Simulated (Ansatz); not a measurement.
# Ligand exchange: CH3Na + C2H5CuN2 → NaNH2 + C3H6CuN

Species: CH3Na `[CH3][Na]`, singlet; C2H5CuN2 `CC#[N+][Cu-][NH2]`, singlet; NaNH2 `[NH2][Na]`, singlet; C3H6CuN `CC#[N+][Cu-][CH3]`, singlet. The partners trade CH3 for NH2: Na–CH3 and Cu–NH2 bonds give way to Na–NH2 and Cu–CH3.

Shapes, held fixed at every level: PBE0-D4/def2-TZVP. Flexible molecules stand in one conformer, not always the lowest. Programs: Ansatz 0.2.0. Electronic energies: no zero-point or thermal term.

```json
{"level": "HF/def2-TZVPP", "kind": "Hartree–Fock", "ΔE (kJ/mol)": "-33.4"}
{"level": "PBE-D4/def2-TZVPP", "kind": "GGA", "ΔE (kJ/mol)": "-14.4"}
{"level": "B3LYP-D4/def2-TZVPP", "kind": "global hybrid", "ΔE (kJ/mol)": "-19.9"}
{"level": "BHLYP-D4/def2-TZVPP", "kind": "global hybrid", "ΔE (kJ/mol)": "-26.0"}
{"level": "r2SCAN0-D4/def2-TZVPP", "kind": "global hybrid", "ΔE (kJ/mol)": "-28.4"}
{"level": "wB97M-V/def2-TZVPP", "kind": "range-separated hybrid", "ΔE (kJ/mol)": "-26.4"}
{"level": "wB97X-V/def2-TZVPP", "kind": "range-separated hybrid", "ΔE (kJ/mol)": "-28.0"}
```

wB97X-V/def2-TZVPP gives ΔE = -28.0 kJ/mol; the levels span -33.4 to -14.4. The median of the levels is -26.4. No measured value is set beside it here. Relativity is left out for Cu.

Every level places the exchange downhill, so the pairing of sodium with amide and copper with methyl is favoured for these monomeric species, though its size is less certain, from -14.4 to -33.4 kJ/mol. The direction fits the hard-soft pattern. Sodium binds mainly by electrostatics and gains from the more electronegative nitrogen, where the negative charge is better stabilised than on carbon. Copper(I) is softer and forms a more covalent bond with the strongly σ-donating methyl group. In the copper amide, repulsion between the nitrogen lone pair and the filled 3d shell probably adds to the preference.

PBE-D4, B3LYP-D4, BHLYP-D4 and HF give an increasingly negative energy as exact exchange grows, possibly because they balance copper–ligand covalency against ionic sodium bonding differently. r2SCAN0-D4 breaks this order, lying below BHLYP-D4 despite its smaller share of exact exchange, so that share alone doesn't set the result. The exchange energy fixes only a relative preference and doesn't show that copper binds methyl more strongly than amide in absolute terms.
